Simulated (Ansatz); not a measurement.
In₂O: the change of pressure and energy above lowest point with volume per atom

Equation of state of a cubic crystal from periodic Kohn-Sham density functional theory without spin; pressure corrected for the finite basis. The results are calculated, by Ansatz 0.2.0 development build.

Cell of the first row (space group Fm-3m, No. 225):
```
cell vectors (Å)
   0.0000     3.1404     3.1404
   3.1404     0.0000     3.1404
   3.1404     3.1404     0.0000
atoms (fractions of the cell vectors)
In  0.25000  0.25000  0.25000
In  0.75000  0.75000  0.75000
O   0.00000  0.00000  0.00000
```

Settings of every row: formula In2O; structure type antifluorite; functional PBE; spin treatment none; k mesh 15x15x15; occupation method fermi-dirac; occupation width 0.061225619 eV; wave cutoff 930 eV; datasets hand-made PAW; density cutoff ratio 5.

Limits: a cubic model structure, not a phase known at ambient conditions; the SCF threshold is loose for a stress in some rows.

| row | volume per atom (Å³) | pressure (GPa) | energy above lowest point (meV/atom) |
| --- | --- | --- | --- |
| 1 | 20.648 | ? | ? |
| 2 | 21.087 | 1.992 | 5.33 |
| 3 | 21.526 | 0.954 | 1.32 |
| 4 | 21.966 | 0.026 | 0 |
| 5 | 22.405 | -0.799 | 1.08 |
| 6 | 22.844 | -1.528 | 4.29 |
| 7 | 23.284 | -2.168 | 9.38 |

Question: what pressure and energy above lowest point should row 1 give?

Worked fit of pressure. Take u = (V_r/V)^(2/3) − 1 with V_r = 22.186 Å³ an atom, which is twice the finite (Eulerian) strain; such expansions in the strain, on which the Birch-Murnaghan equation of state is built, carry the rest volume and the bulk modulus. The shown rows have u = 0.03445, 0.02034, 0.00667, -0.00653, -0.0193, -0.03169. Least squares give pressure = −0.4001 + 62.35 × u + 206.15 × u² GPa; a straight line predicts inner rows, each left out in turn, worse (root mean square 0.086 against 0.0014 GPa). The rows lie off it by -0.001, 0.001, 0.001, -0.001, -0.001, 0.001. The pressure vanishes at u = 0.0063, or V = 21.98 Å³ an atom, and there the bulk modulus at fixed shape and fractions is B = −V dP/dV = (2/3)(1 + u) dP/du = 43.6 GPa. The withheld row has u = 0.04906, so the fit gives −0.4001 + 62.35 × (0.04906) + 206.15 × (0.04906)² = 3.155 GPa.

The calculation gave 3.155 GPa. The fit meets it to the printed digit. This row lies beyond the range of the fit.

Worked fit of energy above lowest point. Take u = (V_r/V)^(2/3) − 1 with V_r = 22.186 Å³ an atom, which is twice the finite (Eulerian) strain; such expansions in the strain, on which the Birch-Murnaghan equation of state is built, carry the rest volume and the bulk modulus. The shown rows have u = 0.03445, 0.02034, 0.00667, -0.00653, -0.0193, -0.03169. Least squares give energy above lowest point = 0.262 − 83.03 × u + 6566.4 × u² + 3337 × u³ meV/atom; a parabola predicts inner rows, each left out in turn, worse (root mean square 0.039 against 0.006 meV/atom). All shown rows lie on it to the printed digit. Its lowest point lies at u = 0.0063, or V = 21.98 Å³ an atom, and the curvature there gives the bulk modulus at fixed shape and fractions, B = (4/9)(1 + u)² E″(u)/V = 43.5 GPa. The withheld row has u = 0.04906, so the fit gives 0.262 − 83.03 × (0.04906) + 6566.4 × (0.04906)² + 3337 × (0.04906)³ = 12.39 meV/atom.

The calculation gave 12.36 meV/atom. The fit lies 0.03 meV/atom (0.24 % of the column's range) above it; its largest miss of a shown row is 0.00 meV/atom. This row lies beyond the range of the fit.
